Stretching or squeezing tetragonal HfO2 by the same percentage along every axis doesn't load it equally along every axis. When the cell is squeezed, it pushes back harder in the plane than along c; when it is stretched, it also pulls harder in the plane. The likely reason lies inside the cell: the oxygen atoms shift as the volume changes, and with them shifts the shape that the crystal would like to have. The calculation keeps the actual shape of the cell fixed, and the unequal stress is the price.

Tetragonal HfO2 (P4_2/nmc, 6-atom cell) under equal strain along all axes, calculated with Ansatz 0.2.0 using r2SCAN with spin-orbit coupling, PAW, a 500 eV plane-wave cutoff, an 8×8×6 k mesh and fixed occupations. The atoms were relaxed with r2SCAN in each strained cell. Pressure and stress are positive in compression.

```
volume (Å³/atom)     c/a  shortest distance (Å)  pressure (GPa)  stress xx (GPa)  stress zz (GPa)
           9.813  1.4545                  2.038           33.83            37.26           26.970
          10.123  1.4545                  2.042           23.40            25.96           18.280
          10.440  1.4545                  2.047           14.32            16.02           10.910
          10.762  1.4545                  2.053            6.48             7.32            4.810
          11.092  1.4545                  2.059           -0.27            -0.30           -0.220
          11.428  1.4544                  2.065           -6.05            -6.94           -4.280
          11.771  1.4545                  2.072          -10.99           -12.73           -7.520
          12.120  1.4545                  2.078          -15.19           -17.76          -10.040
          12.477  1.4545                  2.084          -18.73           -22.12          -11.950
```

In the table, c/a is the height of the cell divided by its width. Every row has the same strain along all axes, so the single value of 1.4544 is only rounding. Stress xx acts in the plane and stress zz along c, both positive when the cell is compressed. The column "pressure" is their mean, with the in-plane stress counted twice.

**How large the effect is**

At the smallest volume the in-plane stress is 37.3 GPa and the stress along c only 27.0 GPa. At the largest volume the cell is under tension, and the in-plane stress is again the larger in size, at −22.1 against −12.0 GPa. The difference xx minus zz therefore changes sign, and it falls at every step. The row at 11.092 Å³/atom is the unstrained cell from which the others were made. Both stresses are nearly zero there, and the small difference that remains has no meaning of its own.

**What the atoms do**

The shortest distance, a contact between Hf and O, gives the first clue. From the first row to the last the cell edges grow by 8.3%, but this contact grows by only 2.3%. Something else must take up the stretch. The geometry of the tetragonal cell shows what it is: each Hf has four near oxygen neighbours and four farther ones, and the farther contacts lengthen by 15.8%.

In the cubic fluorite structure all eight contacts would be equal. In the tetragonal form each oxygen has moved along c, towards two of its four Hf neighbours and away from the other two. This shift grows from 0.15 Å at the smallest volume to 0.41 Å at the largest. Compression thus brings the oxygen back towards the fluorite position, though it has not arrived there in any row.

A likely explanation is that a bond weakens quickly as it gets longer. In the most expanded cell, an oxygen left midway would have four contacts of 2.30 Å, all too long for good bonding. By moving, it keeps two at 2.08 Å and gives up much of the other two. In a squeezed cell the near contacts repel strongly, so a more central position pays better. The movement follows from the table and the standard atomic sites of the tetragonal cell; this account of its cause is argued from general bonding behaviour.

**From the shift to the stress**

Oxygen atoms stand in columns along c, and neighbouring columns shift in opposite directions, one up and the next down. Within a column all atoms move together, so their spacing simply follows the cell height. Between columns the offset adds to the distance. The sideways O–O contacts therefore grow by 12.7% over the series, more than the 8.3% along c.

Oxide ions repel each other. When the cell is squeezed, the sideways contacts are the shorter ones, which favours a wider and flatter cell. When it is well stretched, the sideways contacts are the longer ones, which favours a narrower and taller cell. A cell whose shape is held fixed can follow neither wish, and it shows the conflict as extra push or extra pull in the plane.

**A simple estimate**

This picture can be turned into a number. Suppose that the favoured shape is the one that makes the sideways O–O contacts as long as those along c. The contact along c is half the cell height, so the favoured c/a is twice the sideways contact divided by the cell width a. For oxygen without a shift this gives √2, the value of cubic fluorite described in this cell.

The row at 11.092 Å³/atom, where the stress nearly vanishes, is the best place to try it (each step carries the unrounded values on, so the last digit may differ if you use the printed ones):

1. Six atoms occupy 66.55 Å³. With c/a = 1.4545, the width is a = 3.577 Å and the height c = 5.202 Å.
2. The near Hf–O contact is 2.059 Å long and spans a/2 sideways. Its height is √(2.059² − 1.788²) = 1.020 Å.
3. An unshifted oxygen would sit at c/4 = 1.301 Å, so the shift is 0.280 Å.
4. Two neighbouring columns are offset by twice the shift. The sideways contact is √(3.577²/2 + 0.560²) = 2.590 Å.
5. The favoured c/a is 2 × 2.590/3.577 = 1.449.

The result lies 0.4% below the c/a of the calculation, with no adjustable constant. For scale, that c/a is itself only 2.8% above √2, so the rule misses about a seventh of the departure from the cubic shape. Applied to every row, the rule makes the favoured c/a rise from 1.425 to 1.482, and it gives the right sign of the stress difference in eight of the nine rows. The exception is the nearly stress-free row just worked. The full set of contacts is in the output below.

The test has a clear limit. The stress difference changes almost evenly from step to step, so any quantity that rises steadily and crosses over near the stress-free volume would predict the same signs. The rule also gives no stress in GPa, and it takes the oxygen shift as found in the fixed cell shape. It compares lengths only, although sideways contacts with offset ends also push along c. Repulsion between oxide ions is thus a plausible cause, but Hf–O bonding may contribute as well. The near Hf–O contacts lie flatter than in fluorite, but the far ones lie steeper, and the two must balance the force on each oxygen. If only straight Hf–O pushes and pulls acted, their stress would be equal along all axes at exactly the shape where the O–O contacts are equal, so the close match in c/a does not single out O–O repulsion. The long-range electrostatics of the whole lattice is also expected to change with the shift. These data don't separate these causes. Nor do they show how much of the stress difference comes from the shift: a tetragonal cell is expected to respond somewhat unequally along a and c even with the oxygen held at a fixed fraction of the cell height, and no such run is in the series.

**Why the steps get smaller**

Unlike the stress difference, the mean stress falls clearly less with each further expansion. Expressed as stiffness, the stress change per relative change of volume, it drops from about 335 GPa over the first step to about 122 GPa over the last. A simple ionic picture offers a likely reason: the repulsion between close ions fades much faster with distance than the electrostatic attraction. A squeezed crystal works against the steep part of the repulsion, a stretched one against a gentler balance. In proportion the softening is strongest along c: the fall of the stress per step shrinks from 8.69 to 1.91 GPa along c and from 11.3 to 4.36 GPa in the plane. The growing oxygen shift is expected to add to it, since a cell whose atoms can relax is softer than one whose atoms are held.

**What to do about it**

Don't read the pressure column as the pressure of a sample in a fluid. Under a truly even pressure the cell would also change its shape. The signs of the stresses tell which way: c/a would fall on compression and rise on expansion. For a proper pressure–volume curve, let c/a relax at each volume, and check that the stresses agree along all axes before quoting one pressure.

When you report a series like this, give the stress along each axis, because one average hides a gap of about 10 GPa at both ends of this series. Thermal motion is absent here, and tetragonal HfO2 is a high-temperature phase, so volumes at the temperatures where it is stable need a separate correction. For a related crystal, ask first which atoms can move inside the cell, and compare the stresses along each axis before you trust their mean.

Numerical output:

```
Geometry and stress difference:
     row  O shift (Å)  long Hf-O (Å)  sideways O-O (Å)  O-O along c (Å)  estimated c/a  xx minus zz (GPa)
   9.813       0.1503          2.215             2.446            2.497          1.425              10.29
  10.123       0.1842          2.258             2.481            2.523           1.43               7.68
   10.44       0.2169          2.301             2.516            2.549          1.436               5.11
  10.762       0.2481          2.344             2.552            2.575          1.442               2.51
  11.092       0.2801          2.387              2.59            2.601          1.449              -0.08
  11.428       0.3127           2.43              2.63            2.627          1.456              -2.66
  11.771       0.3439          2.473              2.67            2.653          1.464              -5.21
   12.12       0.3777          2.518             2.712            2.679          1.472              -7.72
  12.477       0.4124          2.564             2.757            2.705          1.482             -10.17
Growth of cell edge a from first to last row (%): 8.335
Growth of short Hf-O contact from first to last row (%): 2.257
Growth of long Hf-O contact from first to last row (%): 15.79
Growth of sideways O-O contact from first to last row (%): 12.68
Hf-O contact in last row if oxygen were not shifted (Å): 2.3
Fall of in-plane stress over the first step (GPa): 11.3
Fall of in-plane stress over the last step (GPa): 4.36
Fall of stress along c over the first step (GPa): 8.69
Fall of stress along c over the last step (GPa): 1.91
Total fall of in-plane stress (GPa): 59.38
Total fall of stress along c (GPa): 38.92
Stiffness at fixed c/a over the first step (GPa): 335.3
Stiffness at fixed c/a over the last step (GPa): 121.9
Volume of zero mean stress (Å³/atom): 11.08
Volume of zero stress difference (Å³/atom): 11.08
Volume of equal O-O contacts (Å³/atom): 11.36
Estimated c/a less held c/a at 11.092 (%): -0.4124
Rows where the O-O rule gives the sign of the stress difference: 8
```
